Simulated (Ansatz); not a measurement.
# Convergence of the LDA dielectric constant ε∞ of rocksalt CaO with the k mesh

We have to decide which k mesh to use for ε∞ of CaO when an error of 1 % is acceptable. The electronic dielectric constant gives the electronic part of the screening of charged defects and enters the LO-TO splitting, so an error from the mesh passes into both. We keep one relaxed rocksalt cell fixed, change only the Γ-centred mesh, and compute ε∞ in LDA from the response to a homogeneous electric field. The shortfall is the value on the 20×20×20 mesh, 3.882, minus the value on the mesh in question; a positive number means that the coarser mesh gives too small an ε∞. It measures the mesh error alone, not the distance of LDA from experiment. One per cent of 3.882 is 0.039.

## Method

One crystal, CaO (rocksalt) (known phase), relaxed once; then the k mesh alone was changed at fixed cell. The structures stem from measured cells of the Crystallography Open Database, directly or through a relaxation at another level; cell and atoms were relaxed at zero pressure once, on the 8×8×8 mesh, for all rows, inside the symmetry of the start, with no thermal or zero-point expansion. Program: Ansatz 0.2.0, plane waves, LDA, the program's earlier default PAW potentials, scalar-relativistic without spin-orbit coupling, no spin polarisation. Wave-function cutoff 420 eV (the default for the potentials of each cell); on the k meshes (Γ-centred) the least product of divisions and cell-vector length runs from 13 to 67 Å, relaxations included. Residual pressures at rest stay under 0.01 GPa. Occupations: fixed. Harmonic modes at natural masses come from linear response (density functional perturbation theory), with the acoustic sum rule imposed. ε∞ comes from the response to a homogeneous electric field. Times are rough, from shared x86 server processors. The tabled runs alone: cutoff 420 eV, k length 13 to 53 Å. Warnings of the programs on runs behind the rows: field response mesh resolution (k 4×4×4).

Notes on method and selection:

- In a crystal with a gap, sums over a regular mesh converge exponentially, more slowly the smaller the direct gap; from which side depends on how the field is represented on the mesh.
- The densest mesh need not be converged, which bends the last points down.
- Runs that did not converge, have known faults or may not be shown are not listed, and runs on Ansatz's PAW sets soft_1 and soft_2 are kept to separate tables.

Columns:

- k-mesh length (Å): k-mesh length, the least over the axes of divisions times cell-vector length.
- direct gap (eV): least direct Kohn-Sham gap on the mesh.
- shortfall of ε∞: shortfall of ε∞ against its value 3.882 on the densest mesh run (20×20×20).
- ε∞: electronic dielectric constant ε∞, a third of the trace.
- highest mode (cm⁻¹): highest zone-centre mode, no LO-TO term.
- cost (core-s): processor time, shared machines, rough.

Input lines of one member:

```
kpoints:
  mp_grid: { grid: [16, 16, 16] }
hamiltonian:
  xc: lda
  pseudopotentials: { kind: paw, azcp: { folder: soft_1 }, xc_functional: pbe }
scf:
  occupations: { method: fixed }
output:
  eigenvalues: true
phonons:
  method: dfpt
  dielectric: true
  rigid_motions: translations
  field_mesh: kpoints
```

Command (options for logging and memory left out): `ansatz run input.yaml --threads 4 --backend cpu`

## Computed values

| member | k-mesh length (Å) | direct gap (eV) | shortfall of ε∞ | ε∞ | highest mode (cm⁻¹) | cost (core-s) |
| --- | --- | --- | --- | --- | --- | --- |
| k 4×4×4 | 13.3 | ? | ? | ? | ? | 3.1 |
| k 6×6×6 | 20.0 | 3.81 | 0.01080 | 3.871 | 290.4 | 4.6 |
| k 8×8×8 | 26.6 | ? | ? | ? | ? | 7.8 |
| k 10×10×10 | 33.3 | 3.81 | 0.00020 | 3.881 | 290.7 | 13 |
| k 12×12×12 | 39.9 | 3.81 | 0.00010 | 3.881 | 290.7 | 20 |
| k 14×14×14 | 46.6 | 3.81 | 0.00000 | 3.882 | 290.7 | 29 |
| k 16×16×16 | 53.3 | 3.81 | 0.00000 | 3.882 | 290.7 | 42 |

Cells marked ? are withheld until the estimate has been made.

## Mechanism

The error falls steeply, and ε∞ approaches its dense-mesh value from below. The shortfall is 0.01080 at 20.0 Å and 0.00020 at 33.3 Å, a ratio of 0.01080 / 0.00020 = 54. If the fall between these two lengths is exponential, its rate is ln 54 / (33.3 − 20.0) = 0.30 per Å, so the error drops by a factor e for about every 3.3 Å of added mesh length. From 39.9 Å on, the shortfall is no larger than one unit of its last resolved digit, 0.0001, and the apparent slowing there carries no information about the decay law.

An exponential fall is what theory gives for a crystal with a gap. The occupied states vary smoothly with k, and a regular mesh misses only those parts of the response that reach across distances comparable with the mesh length. These parts die off exponentially, faster for a larger direct gap. The least direct gap is 3.81 eV on every mesh shown, so the change in ε∞ does not come from a shifting gap edge. The side of the approach depends on how the field is represented. Here it is represented on the k mesh itself, and a probable reason for the shortfall is that a derivative with respect to k, built from widely spaced points, comes out too small and weakens the polarisation.

For the 1 % target, 6×6×6 is already sufficient: 0.01080 / 3.882 = 0.0028, or 0.28 %. It is the coarsest mesh with a value shown. The highest zone-centre mode is equally undemanding, at 290.4 cm⁻¹ on this mesh against 290.7 cm⁻¹ on the denser ones. The 16×16×16 run costs roughly nine times as much processor time (42 / 4.6 = 9.1) and improves ε∞ by only 0.011.

## Prediction

Plain estimates from the members shown:

- k 4×4×4, mean of the 5 members shown: 0.00222 , standard deviation 0.0043
- k 8×8×8, straight-line interpolation between k 6×6×6 and k 10×10×10: w = (26.6 − 20.0) / (33.3 − 20.0) = 0.496, so 0.01080 + 0.496 × (0.00020 − 0.01080) = 0.00554

Neither plain estimate suits an exponential fall. The mean of the members shown puts 4×4×4 below 6×6×6, and the straight line puts 8×8×8 too high. We use the exponential through 6×6×6 and 10×10×10, with its rate of 0.30 per Å.

For 4×4×4 this gives 0.01080 × exp(0.30 × (20.0 − 13.3)) = 0.081, about 2 % of ε∞, so we expect this mesh to miss the target. For 8×8×8 it gives 0.01080 × exp(−0.30 × (26.6 − 20.0)) = 0.0015.

Tried on 12×12×12, the same line gives 0.00020 × exp(−0.30 × (39.9 − 33.3)) = 0.00003 against 0.00010 shown, a miss within the resolution and therefore a weak test.

The error bars follow from the anchors. A change of 0.0001 in the shortfall of 10×10×10 moves the 8×8×8 estimate to between 0.0011 and 0.0018, hence ± 0.0004. The same change moves 4×4×4 up to 0.11, by 0.03. Replacing the second anchor by 12×12×12 lowers it to 0.05, again by 0.03. Taken together, √(0.03² + 0.03²) = 0.04. The extrapolation also assumes that the rate holds down to 13.3 Å, where the program warns of a coarse field mesh.

**Committed estimate, k 4×4×4: shortfall of ε∞ = 0.08 ± 0.04.**  
**Committed estimate, k 8×8×8: shortfall of ε∞ = 0.0015 ± 0.0004.**

## The withheld result

| member | k-mesh length (Å) | direct gap (eV) | shortfall of ε∞ | ε∞ | highest mode (cm⁻¹) | cost (core-s) |
| --- | --- | --- | --- | --- | --- | --- |
| k 4×4×4 | 13.3 | 3.80 | 0.07260 | 3.809 | 284.6 | 3.1 |
| k 8×8×8 | 26.6 | 3.81 | 0.00150 | 3.880 | 290.7 | 7.8 |

| member | estimate | shortfall of ε∞ | computed | estimate − computed | miss in error bars |
| --- | --- | --- | --- | --- | --- |
| k 4×4×4 | committed | 0.08000 | 0.07260 | +0.00740 | 0.2 |
| k 4×4×4 | mean | 0.00222 | 0.07260 | −0.07038 |  |
| k 8×8×8 | committed | 0.00150 | 0.00150 | 0.00000 | 0.0 |
| k 8×8×8 | interpolation | 0.00554 | 0.00150 | +0.00404 |  |

Both estimates fell inside their error bars and were far better than the plain ones. For 4×4×4 we estimated 0.08 and the run gives 0.0726, a miss of 0.2 error bars; the mean of the other members was too low by 0.070. For 8×8×8 the estimate of 0.0015 agrees to the printed digit, where the straight line was too high by 0.004.

The exponential fall held. The shortfall drops by 0.07260 / 0.01080 = 6.7 from 4×4×4 to 6×6×6 and by 0.01080 / 0.00150 = 7.2 from there to 8×8×8. A fixed power of the mesh length would make the second factor clearly smaller than the first. This counts against part of our explanation for the sign: a simple difference formula between neighbouring k points would leave an error that falls as a fixed power. The approach from below is plain in the numbers, but its cause lies in details of the field representation that we have not identified.

## Outliers

No mesh stands far off the exponential. The 4×4×4 mesh has by far the largest error, yet it lies close to the line through its denser neighbours, so the program's warning about its field mesh marks a large error and not an irregular one.

Its highest mode deserves separate notice: 284.6 cm⁻¹ against 290.7 cm⁻¹ on the dense meshes, too low by 6.1 cm⁻¹ or 2.1 %. This mode contains no LO-TO term, so the error in ε∞ cannot enter it that way; the coarse sampling also affects the force constants. A softer mode raises the lattice part of the static dielectric constant. That constant, computed too but not tabled, comes out too large on this mesh although ε∞ is too small.

## Computational cost

All these runs are cheap, from about 3 to 42 core-seconds. Going from 4×4×4 to 6×6×6 adds 4.6 − 3.1 = 1.5 core-s and lowers the error of ε∞ from 0.07260 / 3.882 = 1.9 % to 0.28 %, so there is no practical reason to stay with the coarser mesh. The 8×8×8 mesh, at 7.8 core-s, brings the error to 0.00150 / 3.882 = 0.04 %. Going on to 16×16×16 takes about five times as long (42 / 7.8 = 5.4) and changes ε∞ by only 0.0015, which matters for a convergence test but not for any use of the value.

## Closing remarks

For ε∞ of CaO to 1 % we take 6×6×6, a mesh length of 20 Å; 4×4×4 misses the target. Between 13 and 33 Å the shortfall falls about sevenfold for each step of two divisions, and the two estimates built on this fall missed by at most about ten per cent of the shortfall, less than their error bars allowed for. Beyond that range the printed digits run out. The rate belongs to this crystal and this treatment of the field.

In optical terms, with n = √ε∞, the 4×4×4 mesh makes the refractive index too small by √3.882 − √3.809 = 0.019, and 6×6×6 by only 0.003.

A converged mesh does not make the value right. LDA usually makes ε∞ of such oxides too large, and a denser k mesh does not remove that error. The input lines also name PBE for the potentials while the run itself uses LDA; this is the same on every mesh, so it bears on the value of ε∞ rather than on the comparison of meshes.

[Logs are printed without paths, hosts, clocks, repeated set-up lines and the standing remarks that a program may print on its own settings, such as how far it seeks lower states.]
